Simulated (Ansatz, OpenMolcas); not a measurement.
# Errors in the dipole moment

6 molecules with halogens; the dipole moment in D, computed less measured. Shapes, held fixed at every level: PBE0-D4/def2-TZVP. No vibrational averaging. Dipoles are compared by magnitude; molecules under 1 D, whose direction can flip, are left out. Programs: Ansatz 0.2.0, OpenMolcas 26.06. Measured values: NIST CCCBDB.

Levels: A = PBE-D4/def2-TZVPP; B = B3LYP/6-31G* (Cartesian functions); C = B3LYP-D4/def2-TZVPP.

| molecule | measured | A | B | C |
| --- | --- | --- | --- | --- |
| HF (hydrogen fluoride) | 1.82 | -0.02 | +0.02 | +0.03 |
| CH2ClF (chlorofluoromethane) | 1.82 | -0.14 | +0.03 | -0.04 |
| CH3Cl (SMILES CCl) | 1.87 | -0.05 | +0.14 | +0.01 |
| CHBrF2 (bromodifluoromethane) | 1.50 | -0.22 | -0.11 | -0.13 |
| CHCl2F (dichlorofluoromethane) | 1.29 | -0.13 | +0.05 | -0.04 |
| C2H3F3 (SMILES CC(F)(F)F) | 2.32 | -0.18 | -0.31 | -0.03 |

Q: Which level does best on this set, which worst, and which err to one side?

A: 
```tsv
level	kind	mean error	mean absolute error	worst case
PBE-D4/def2-TZVPP	GGA	-0.123	0.123	CHBrF2
B3LYP/6-31G* (Cartesian functions)	global hybrid	-0.030	0.110	C2H3F3
B3LYP-D4/def2-TZVPP	global hybrid	-0.033	0.047	CHBrF2
```

On this set B3LYP-D4/def2-TZVPP has the smallest mean absolute error and PBE-D4/def2-TZVPP the largest. Without CHBrF2 the largest would be that of B3LYP/6-31G* (Cartesian functions). PBE-D4/def2-TZVPP is too low in 6 of 6; B3LYP/6-31G* (Cartesian functions) is too high in 4 of 6; B3LYP-D4/def2-TZVPP is too low in 4 of 6. The levels differ in basis as well as in method. The largest two are near a tie. Relativity is left out for Br. The set is small.

B3LYP-D4 and PBE-D4 share a basis and geometries, so their difference isolates the functional: the hybrid gives the larger dipole in all six molecules. Exact exchange probably counteracts the semilocal functional's tendency to spread charge too evenly along polar bonds, leaving more electron density on the halogen. The dispersion term plays no part, as it corrects the energy and leaves the density untouched.

The two B3LYP levels show a basis effect without a uniform sign. The smaller set raises the dipole in the four molecules containing chlorine or bromine, but lowers it slightly in HF and strongly in C2H3F3. Its mean error of -0.030 therefore reflects cancellation, not accuracy. A compact basis describes the outer part of the halogen lone pairs poorly, and the resulting bond-dipole errors can add or cancel with molecular shape.

CHBrF2 is too low at every level, which suggests a contribution common to all three, possibly from the shared geometry or the reference value, so its error cannot be assigned to the functional alone.
